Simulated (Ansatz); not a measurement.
Bulk crystal (GePt) after relaxation:

```yaml
crystal:
  lattice:
    - [5.82714, 0.00000, 0.00000]
    - [0.00000, 3.74452, 0.00000]
    - [0.00000, 0.00000, 6.19055]
  atoms:
    - { symbol: Ge, position: [0.81323, 0.75000, 0.58749] }
    - { symbol: Ge, position: [0.18677, 0.25000, 0.41251] }
    - { symbol: Ge, position: [0.68677, 0.25000, 0.08749] }
    - { symbol: Ge, position: [0.31323, 0.75000, 0.91251] }
    - { symbol: Pt, position: [0.00178, 0.75000, 0.19301] }
    - { symbol: Pt, position: [0.99822, 0.25000, 0.80699] }
    - { symbol: Pt, position: [0.49822, 0.25000, 0.69301] }
    - { symbol: Pt, position: [0.50178, 0.75000, 0.30699] }
```

Miller indices refer to the conventional cell of Pnma (No. 62), a = 5.827 Å, b = 3.745 Å, c = 6.191 Å, α = 90.00°, β = 90.00°, γ = 90.00°.

The (010) slab of 5 planes, 7.5 Å thick with 15 Å of vacuum as cut; outer planes GePt (top) and GePt (bottom).

These are results of DFT PBE, scalar-relativistic, plane waves, PAW (Ansatz), not measurements. Plane waves to 420 eV, a k mesh through Γ of 6×6×1 on the computed 20-atom cell and Gaussian smearing (0.10 eV); no spin polarisation. A dipole correction removes the field between periodic images along c.

With the atoms at the bulk's places:

For the slab as cut, the surface energy (mean of both faces) is 1.29 J/m² and the work function is 4.91 eV.

Question: What changes when all atoms relax?

Answer: The energy falls by 0.168 J/m² a face, and the largest move is 0.25 Å.

| Item | Value |
| --- | --- |
| Surface energy (mean of both faces) | 1.12 J/m² |
| Work function | 4.84 eV |

| plane (bottom to top) | atoms | spacing to next, bulk (Å) | relaxed (Å) | change (%) | rumpling (Å) |
| --- | --- | --- | --- | --- | --- |
| 1 | Ge2Pt2 | 1.872 | 1.782 | -4.8 | 0.304 |
| 2 | Ge2Pt2 | 1.872 | 1.879 | +0.4 | 0.050 |
| 3 | Ge2Pt2 | 1.872 | 1.879 | +0.4 | 0.000 |
| 4 | Ge2Pt2 | 1.872 | 1.782 | -4.8 | 0.050 |
| 5 | Ge2Pt2 |  |  |  | 0.304 |

Slabs this thin can still miss converged surface energies by a few hundredths of a J/m² and work functions by about a tenth of an eV. Other terminations of this plane can be more stable.

Spin-orbit coupling is left out, which matters for the bands of heavy elements.

γ = (E_slab − N·E_bulk)/2A = 5.047 eV / (2 × 36.07 Å²) = 70.0 meV/Å² = 1.12 J/m², with N = 20 atoms. The cut crosses 8 bonds a cell (neighbours within 10 % of the shortest distances), so each costs 0.63 eV on this count. The top plane, flat in the bulk, buckles with Ge 0.30 Å above Pt.

Relaxation is concentrated at the surface: the outermost spacings contract by 4.8 %, while the inner ones barely change and the buckling dies away quickly towards the centre. Cutting Ge–Pt bonds leaves the surface Pt undercoordinated. By sinking inward it can strengthen its remaining bonds to the Ge below, through Pt d and Ge p overlap, while Ge tolerates the more exposed site. This is probably why the flat plane buckles with Ge outermost.

The small drop in work function fits this geometry. Pt is the more electronegative partner, so raising slightly positive Ge above it adds a dipole that eases electron emission, though redistribution of the surface charge may contribute as well.

Each plane is stoichiometric and the two faces are equivalent by symmetry, so the mean surface energy applies to either face. The 0.63 eV per bond, by contrast, is an average cleavage cost that already includes the relaxation energy and the strengthening of the remaining bonds, not the strength of an individual Ge–Pt bond.
